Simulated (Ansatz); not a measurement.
Hg: energy above lowest point against volume scale

All results are calculated (Ansatz 0.2.0). Free energy against uniform scaling of the volume at fixed shape and fractions; periodic cell, basis, potentials, k mesh and filling as listed.

The cell before it is scaled or strained (space group I4/mmm, No. 139):
```
CELL_PARAMETERS angstrom
-1.88300 1.88300 1.92320
1.88300 -1.88300 1.92320
1.88300 1.88300 -1.92320
ATOMIC_POSITIONS crystal
Hg 0.50000 0.50000 0.00000
```

Settings of every row: functional PBEsol; dispersion none; potentials PAW; wave cutoff 517.02 eV; density cutoff 2068.1 eV; k mesh 9x9x9; k shift 0x0x0; occupations fermi dirac; smearing width 0.15 eV; spin none.

Limits: coarse k mesh, up to 40 meV an atom off; minimum outside the range; no spin-orbit coupling, which can matter with elements this heavy; the cell comes from a prototype or a list of computed structures and needn't be the stable phase.

```csv
row,volume scale,V (Å³/atom),energy above lowest point (meV/atom)
1,0.9406,25.656,0
2,0.9703,26.466,11.4
3,1,27.276,25.1
4,1.0297,28.086,?
5,1.0594,28.896,56.3
```

Question: what energy above lowest point should row 4 give?

Worked fit of energy above lowest point. Take u = (V_r/V)^(2/3) − 1 with V_r = 26.871 Å³ an atom, which is twice the finite (Eulerian) strain; such expansions in the strain, on which the Birch-Murnaghan equation of state is built, carry the rest volume and the bulk modulus. The shown rows have u = 0.03133, 0.01018, -0.00992, -0.04728. Least squares give energy above lowest point = 18.05 − 670.1 × u + 2945 × u² meV/atom; a straight line predicts inner rows, each left out in turn, worse (root mean square 2.8 against 0.28 meV/atom). The rows lie off it by 0.1, -0.1, 0.1, 0.0. The withheld row has u = -0.02905, so the fit gives 18.05 − 670.1 × (-0.02905) + 2945 × (-0.02905)² = 40.0 meV/atom.

The calculation gave 40.2 meV/atom. The fit lies 0.2 meV/atom (0.36 % of the column's range) below it; its largest miss of a shown row is 0.1 meV/atom.
